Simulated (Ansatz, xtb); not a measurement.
C4H8AlF: which of two isomers lies lower

Structure I is `[F][AlH][CH]1CCC1`, a singlet and structure II is `CC/C=[CH]/[AlH][F]`, a singlet. Both are isolated molecules in the gas phase, relaxed with r2SCAN-D4/def2-SVP; the shapes shown needn't be the lowest conformers.

I (Å):

```yaml
atoms:
  - { symbol: C, position_ang: [0.3563, 0.6073, 1.2651] }
  - { symbol: C, position_ang: [-0.4303, -0.7363, 1.4576] }
  - { symbol: C, position_ang: [0.8888, -1.4108, 1.8889] }
  - { symbol: C, position_ang: [1.6541, -0.2706, 1.1854] }
  - { symbol: Al, position_ang: [-0.0990, 1.7653, -0.2382] }
  - { symbol: F, position_ang: [-0.1219, 1.0244, -1.7386] }
  - { symbol: H, position_ang: [-0.4496, 3.3105, -0.2367] }
  - { symbol: H, position_ang: [0.3601, 1.1523, 2.2273] }
  - { symbol: H, position_ang: [-0.7890, -1.1453, 0.4968] }
  - { symbol: H, position_ang: [-1.2735, -0.7348, 2.1679] }
  - { symbol: H, position_ang: [1.0779, -2.4476, 1.5633] }
  - { symbol: H, position_ang: [1.0194, -1.3569, 2.9825] }
  - { symbol: H, position_ang: [1.9037, -0.5432, 0.1451] }
  - { symbol: H, position_ang: [2.5646, 0.1228, 1.6667] }
```

II (Å):

```yaml
atoms:
  - { symbol: C, position_ang: [-1.5099, 1.0026, 0.8938] }
  - { symbol: C, position_ang: [-1.0453, 0.7944, -0.5507] }
  - { symbol: C, position_ang: [0.3976, 0.4007, -0.6373] }
  - { symbol: C, position_ang: [0.8928, -0.7269, -1.1982] }
  - { symbol: Al, position_ang: [2.7914, -1.0462, -1.1830] }
  - { symbol: F, position_ang: [3.7088, 0.1425, -0.4461] }
  - { symbol: H, position_ang: [-1.4246, 0.0702, 1.4738] }
  - { symbol: H, position_ang: [-2.5599, 1.3315, 0.9285] }
  - { symbol: H, position_ang: [-0.9015, 1.7681, 1.4022] }
  - { symbol: H, position_ang: [-1.1841, 1.7411, -1.1080] }
  - { symbol: H, position_ang: [-1.6691, 0.0356, -1.0534] }
  - { symbol: H, position_ang: [1.0960, 1.1186, -0.1741] }
  - { symbol: H, position_ang: [0.1555, -1.4151, -1.6425] }
  - { symbol: H, position_ang: [3.5727, -2.2857, -1.7766] }
```

Question: Estimate E(II) − E(I) at the level CCSD(T)/def2-SVP + ΔMP2/def2-TZVPP.

Answer: Calculated at CCSD(T)/def2-SVP + ΔMP2/def2-TZVPP: E(II) − E(I) = −11.9 kcal/mol, so structure II lies lower.

How the difference moves with the method:

```json
{"level": "GFN2-xTB", "geometry": "GFN2-xTB", "E(II) − E(I) (kcal/mol)": "+3.6", "departure from the last row (kcal/mol)": "+15.5", "job, with rough time for the two": "optimisation, 0.32 s"}
{"level": "HF/STO-3G", "geometry": "GFN2-xTB", "E(II) − E(I) (kcal/mol)": "+14.3", "departure from the last row (kcal/mol)": "+26.2", "job, with rough time for the two": "single point, 0.46 s"}
{"level": "r2SCAN-D4/def2-SVP//GFN2-xTB", "geometry": "GFN2-xTB", "E(II) − E(I) (kcal/mol)": "−10.4", "departure from the last row (kcal/mol)": "+1.5", "job, with rough time for the two": "single point, 6.6 s"}
{"level": "r2SCAN-D4/def2-SVP", "geometry": "r2SCAN-D4/def2-SVP", "E(II) − E(I) (kcal/mol)": "−10.1", "departure from the last row (kcal/mol)": "+1.8", "job, with rough time for the two": "optimisation, 85 s"}
{"level": "HF/def2-SVP", "geometry": "r2SCAN-D4/def2-SVP", "E(II) − E(I) (kcal/mol)": "−15.7", "departure from the last row (kcal/mol)": "−3.8", "job, with rough time for the two": "part of the CCSD(T) run"}
{"level": "MP2/def2-SVP", "geometry": "r2SCAN-D4/def2-SVP", "E(II) − E(I) (kcal/mol)": "−9.3", "departure from the last row (kcal/mol)": "+2.5", "job, with rough time for the two": "part of the CCSD(T) run"}
{"level": "CCSD(T)/def2-SVP", "geometry": "r2SCAN-D4/def2-SVP", "E(II) − E(I) (kcal/mol)": "−11.2", "departure from the last row (kcal/mol)": "+0.7", "job, with rough time for the two": "single point"}
{"level": "CCSD(T)/def2-SVP + ΔMP2/def2-TZVPP", "geometry": "r2SCAN-D4/def2-SVP", "E(II) − E(I) (kcal/mol)": "−11.9", "departure from the last row (kcal/mol)": "", "job, with rough time for the two": "single point, 73 s"}
```

As drawn, II has 1 C=C in place of 2 C–C. Structure I has a 4-membered ring, II no ring.

GFN2-xTB, HF/STO-3G put the two in the other order. The largest departure from CCSD(T)/def2-SVP + ΔMP2/def2-TZVPP is that of HF/STO-3G, 26.2 kcal/mol. The last row adds to CCSD(T) the change of the MP2 difference between the two basis sets, here −0.7 kcal/mol.

With thermal terms from frequencies at re-optimised GFN2-xTB minima (ideal gas, soft modes damped towards free rotors, one conformer each, 298.15 K, 1 atm): the zero-point term adds −1.3 kcal/mol; ΔH is −12.5 and ΔG −14.0 kcal/mol.

The correlated steps freeze 10 core orbitals. Codes used: Ansatz 0.2.0, xtb 6.7.1; the last row on 2 threads of Arm Neoverse V1 on a shared host.

The open-chain alkenylalane lies below its cyclobutyl isomer mainly because opening the four-membered ring releases its angle and torsional strain. That gain outweighs the cost of replacing a C–C σ bond with a weaker π bond. The aluminium substituent probably adds to the preference: in II it sits on an sp² carbon, which forms a stronger bond to the metal, and the C=C π electrons can delocalise slightly into the formally empty Al 3p orbital.

The wrong sign from GFN2-xTB comes from its energies rather than its structures, since r2SCAN-D4 gives nearly the same difference on either set of geometries. Hartree–Fock in the larger basis already has the right order, so correlation isn't needed to favour II; it in fact narrows the gap, and MP2 narrows it too far. The further gain from ΔH to ΔG fits the greater flexibility of an open chain. The preference applies to the monomers, and association through fluoride bridges, common for such Lewis-acidic alanes, could change it.
